**First ionisation energies of Ti, Ni, Hf, W, Pt and Au: LDA eigenvalues, LDA energy differences and Dirac-Fock against NIST**

The table holds ionisation energies from spin-polarised scalar-relativistic LDA total-energy differences, the highest eigenvalue with its mean radius, configuration-averaged Dirac-Fock values and NIST values. The program tests the Janak curvature model IE + ε = c/⟨r⟩ against a constant ratio and a constant gap, fitting Ti, Hf, W and Au and showing Ni (two-electron change) and Pt (highest level not the one emptied) as misfits. It finds c = 0.353 hartree bohr with 0.10 eV rms misfit; on the three s rows alone a constant ratio does equally well, and only Hf separates the two. It also prints the errors of each level (mean absolute 0.39 eV for LDA, 1.23 eV for Dirac-Fock, 2.80 eV for the LDA eigenvalue) and the sizes of relaxation, Breit and QED shifts, s–d exchange and 5d fine structure from the same runs.

Neutral atoms in NIST's ground configurations, computed with Quantum ESPRESSO 7.5 (ld1.x) in all-electron, scalar-relativistic, spin-polarised LDA (VWN5) with spherical high-spin open shells and a point nucleus. Ionisation energies are total-energy differences. Dirac-Fock values are configuration averages from a B-spline radial atomic code, version 1, with a Fermi nucleus.

## Analysis program

```python
# Table: first ionisation energies (eV) of Ti, Ni, Hf, W, Pt, Au. ld1.x LDA-VWN5, scalar-relativistic,
# spin-polarised (energy differences, highest eigenvalue, its mean radius), configuration-averaged
# Dirac-Fock, NIST. Tested: IE + eps = c/<r> (Janak curvature) against constant ratio or constant gap;
# errors of both levels; sizes of relaxation, Breit/QED, s-d exchange and fine structure.
T = {
    'ion': ['Ti', 'Ni', 'Hf', 'W', 'Pt', 'Au'],
    'Z': [22, 28, 72, 74, 78, 79],
    'configuration': ['[Ar] 3d2 4s2', '[Ar] 3d8 4s2', '[Xe] 4f14 5d2 6s2', '[Xe] 4f14 5d4 6s2', '[Xe] 4f14 5d9 6s1', '[Xe] 4f14 5d10 6s1'],
    'removed': ['4s', '4s', '5d', '6s', '6s', '6s'],
    'ionisation_energy': [6.92919, 7.26729, 7.06296, 7.9589, 9.811, 9.91561],  # eV
    'minus_highest_eigenvalue': [4.2976, 5.6807, 3.2393, 5.0714, 5.9173, 6.3436],  # eV
    'highest_level_mean_radius': [3.5776, 2.8208, 2.4526, 3.3, 1.698, 2.8285],  # bohr
    'highest_level': ['4s down', '4s down', '5d up', '6s down', '5d down', '6s up'],
    'nist': [6.82812, 7.639878, 6.82507, 7.86403, 8.95883, 9.225554],  # eV
    'error': [0.101, -0.373, 0.238, 0.0949, 0.852, 0.69],  # eV
    'eig_over_ie': [0.62, 0.782, 0.459, 0.637, None, 0.64],
    'ie_hf': [5.8381, 6.6408, 5.4216, 6.9144, 7.4819, 7.6892],  # eV
}
import numpy as np
from scipy.constants import physical_constants as pc, alpha
Ha = pc['Hartree energy in eV'][0]
el = list(T['ion'])
A = lambda k: np.array(T[k], float)
IE, e, r = A('ionisation_energy'), A('minus_highest_eigenvalue'), A('highest_level_mean_radius')
N, DF = A('nist'), A('ie_hf')
ix = {s: i for i, s in enumerate(el)}
Z = dict(Ti=22, Ni=28, Hf=72, W=74, Pt=78, Au=79)
# typed from further outputs of the same runs (eV): Dirac-Fock -eps(highest); Breit/QED/recoil-corrected IE less NIST
koop = dict(Ti=6.085665, Ni=7.660793, Hf=6.409088, W=7.256833, Pt=7.73381, Au=7.936788)
corr = dict(Ti=-0.9925936, Ni=-1.021659, Hf=-1.38107, W=-0.9687253, Pt=-1.508761, Au=-1.570557)
print('row  LDA-NIST  %  DF-NIST  %  LDA-DF  DFkoop-DFIE  Breit/QED shift (eV)  (Z alpha)^2')
for i, s in enumerate(el):
    print(f'{s:2s} {IE[i]-N[i]:+.3f} {100*(IE[i]/N[i]-1):+.1f} {DF[i]-N[i]:+.3f} {100*(DF[i]/N[i]-1):+.1f} '
          f'{IE[i]-DF[i]:.3f} {koop[s]-DF[i]:.3f} {corr[s]-(DF[i]-N[i]):+.3f} {(Z[s]*alpha)**2:.3f}')
print(f'mean abs error eV: LDA {np.abs(IE-N).mean():.3f}, DF {np.abs(DF-N).mean():.3f}, -eps(LDA) {np.abs(e-N).mean():.3f}')
for n, v in (('LDA', IE), ('DF', DF), ('NIST', N)):
    d = lambda a, b: v[ix[b]] - v[ix[a]]
    print(n, 'order', '<'.join(el[j] for j in np.argsort(v)))
    print(f"  steps eV: Ti-Ni {d('Ti','Ni'):+.3f} Ti-Hf {d('Ti','Hf'):+.3f} Ti-W {d('Ti','W'):+.3f} W-Au {d('W','Au'):+.3f} Pt-Au {d('Pt','Au'):+.3f}")
a = ix['Au']
print(f'Au: (LDA-DF)/(NIST-DF) = {(IE[a]-DF[a])/(N[a]-DF[a]):.2f}')
gap = IE - e
f = np.array([ix[s] for s in ('Ti', 'Hf', 'W', 'Au')])  # highest level is the one emptied, one-electron change
x = Ha / r
c = gap[f] @ x[f] / (x[f] @ x[f])
k = IE[f] @ e[f] / (e[f] @ e[f])
g0 = gap[f].mean()
print(f'fits on Ti Hf W Au: gap=c/<r>, c={c:.3f} Ha bohr; IE=k(-eps), 1/k={1/k:.3f}; const gap {g0:.3f} eV')
print('row level  gap eV  gap*<r> Ha bohr  -eps/IE  IE less model (eV): c/r, ratio, const')
for i, s in enumerate(el):
    print(f"{s:2s} {T['highest_level'][i]:8s} {gap[i]:.3f} {gap[i]/x[i]:.3f} {e[i]/IE[i]:.3f} {gap[i]-c*x[i]:+.3f} "
          f"{IE[i]-k*e[i]:+.3f} {gap[i]-g0:+.3f}", '' if i in f else '(not fitted)')
rms = lambda v: np.sqrt(np.mean(v**2))
R = [rms((gap - c*x)[f]), rms((IE - k*e)[f]), rms((gap - g0)[f])]
print('rms eV on fitted rows: c/r %.3f, ratio %.3f, const %.3f; rounding floor ~1e-4' % tuple(R))
s3 = np.array([ix[s] for s in ('Ti', 'W', 'Au')])
c3, k3 = gap[s3] @ x[s3] / (x[s3] @ x[s3]), IE[s3] @ e[s3] / (e[s3] @ e[s3])
h = ix['Hf']
print(f's rows only: c={c3:.3f} rms {rms((gap-c3*x)[s3]):.3f}; 1/k={1/k3:.3f} rms {rms((IE-k3*e)[s3]):.3f} eV')
print(f'  then Hf IE less prediction: c/r {gap[h]-c3*x[h]:+.3f}, ratio {IE[h]-k3*e[h]:+.3f} eV')
p = np.polyfit(np.log(r[f]), np.log(gap[f]), 1)[0]
print(f'free exponent of gap vs <r>: {p:.2f} (theory -1)')
# typed from further outputs: Pt Dirac-Fock F0 (eV) and <r> (bohr), G2(5d,6s), 5d levels; LDA s and d levels (eV)
h6, h5 = 7.847793*3.138804/Ha/2, 14.6581*1.695034/Ha/2
print(f'Pt F0*<r>/2 Ha bohr: 6s {h6:.3f}, 5d5/2 {h5:.3f}; c over these {c/h6:.2f}, {c/h5:.2f}')
s4 = np.array([ix[s] for s in ('Ti', 'Ni', 'W', 'Au')])
q = np.polyfit(np.log(r[s4]), np.log(e[s4]), 1)
print(f's levels: -eps ~ <r>^{q[0]:.2f}; resid %', ' '.join(f'{el[i]} {100*(e[i]/np.exp(np.polyval(q, np.log(r[i])))-1):+.1f}' for i in s4))
print('  -eps*<r> Ha bohr:', ' '.join(f'{el[i]} {e[i]/x[i]:.3f}' for i in s4))
print(f"  <r> ratios: Ni/Ti {r[ix['Ni']]/r[ix['Ti']]:.3f} W/Ti {r[ix['W']]/r[ix['Ti']]:.3f} Au/W {r[a]/r[ix['W']]:.3f} Au/Ni {r[a]/r[ix['Ni']]:.3f}")
sW, sNi = 6.408339 - e[ix['W']], 6.0242 - e[ix['Ni']]
print(f's up-down splitting eV: W {sW:.3f} ({sW/4:.3f} per unpaired d), Ni {sNi:.3f} ({sNi/2:.3f})')
print(f"open d below filled s, eV: Ni {8.1085-e[ix['Ni']]:.2f}, W {5.426455-e[ix['W']]:.2f}")
K = (0.4*1.988653 + 0.6*2.211885)/5
print(f'Pt s-d exchange G2/5 {K:.2f} eV, high spin below average by {K/2:.2f}; 5d j-splitting {(0.4483556-0.3932145)*Ha:.2f} eV')
assert np.all(DF < N) and np.all(e < IE)
assert [s for i, s in enumerate(el) if IE[i] < N[i]] == ['Ni']
assert 0 < c < min(h6, h5) and -1.4 < p < -0.7
assert R[0] < min(R[1], R[2]) and gap[ix['Ni']] < c*x[ix['Ni']]
```

Running it gives:

```
row  LDA-NIST  %  DF-NIST  %  LDA-DF  DFkoop-DFIE  Breit/QED shift (eV)  (Z alpha)^2
Ti +0.101 +1.5 -0.990 -14.5 1.091 0.248 -0.003 0.026
Ni -0.373 -4.9 -0.999 -13.1 0.626 1.020 -0.023 0.042
Hf +0.238 +3.5 -1.403 -20.6 1.641 0.987 +0.022 0.276
W  +0.095 +1.2 -0.950 -12.1 1.045 0.342 -0.019 0.292
Pt +0.852 +9.5 -1.477 -16.5 2.329 0.252 -0.032 0.324
Au +0.690 +7.5 -1.536 -16.7 2.226 0.248 -0.034 0.332
mean abs error eV: LDA 0.391, DF 1.226, -eps(LDA) 2.799
LDA order Ti<Hf<Ni<W<Pt<Au
  steps eV: Ti-Ni +0.338 Ti-Hf +0.134 Ti-W +1.030 W-Au +1.957 Pt-Au +0.105
DF order Hf<Ti<Ni<W<Pt<Au
  steps eV: Ti-Ni +0.803 Ti-Hf -0.417 Ti-W +1.076 W-Au +0.775 Pt-Au +0.207
NIST order Hf<Ti<Ni<W<Pt<Au
  steps eV: Ti-Ni +0.812 Ti-Hf -0.003 Ti-W +1.036 W-Au +1.362 Pt-Au +0.267
Au: (LDA-DF)/(NIST-DF) = 1.45
fits on Ti Hf W Au: gap=c/<r>, c=0.353 Ha bohr; IE=k(-eps), 1/k=0.609; const gap 3.229 eV
row level  gap eV  gap*<r> Ha bohr  -eps/IE  IE less model (eV): c/r, ratio, const
Ti 4s down  2.632 0.346 0.620 -0.055 -0.130 -0.597 
Ni 4s down  1.587 0.164 0.782 -1.821 -2.064 -1.642 (not fitted)
Hf 5d up    3.824 0.345 0.459 -0.095 +1.742 +0.595 
W  6s down  2.888 0.350 0.637 -0.025 -0.371 -0.341 
Pt 5d down  3.894 0.243 0.603 -1.766 +0.091 +0.665 (not fitted)
Au 6s up    3.572 0.371 0.640 +0.174 -0.504 +0.343 
rms eV on fitted rows: c/r 0.104, ratio 0.928, const 0.486; rounding floor ~1e-4
s rows only: c=0.358 rms 0.098; 1/k=0.635 rms 0.104 eV
  then Hf IE less prediction: c/r -0.148, ratio +1.959 eV
free exponent of gap vs <r>: -1.03 (theory -1)
Pt F0*<r>/2 Ha bohr: 6s 0.453, 5d5/2 0.457; c over these 0.78, 0.77
s levels: -eps ~ <r>^-1.34; resid % Ti -2.3 Ni -6.1 W +3.5 Au +5.3
  -eps*<r> Ha bohr: Ti 0.565 Ni 0.589 W 0.615 Au 0.659
  <r> ratios: Ni/Ti 0.788 W/Ti 0.922 Au/W 0.857 Au/Ni 1.003
s up-down splitting eV: W 1.337 (0.334 per unpaired d), Ni 0.344 (0.172)
open d below filled s, eV: Ni 2.43, W 0.36
Pt s-d exchange G2/5 0.42 eV, high spin below average by 0.21; 5d j-splitting 1.50 eV
```
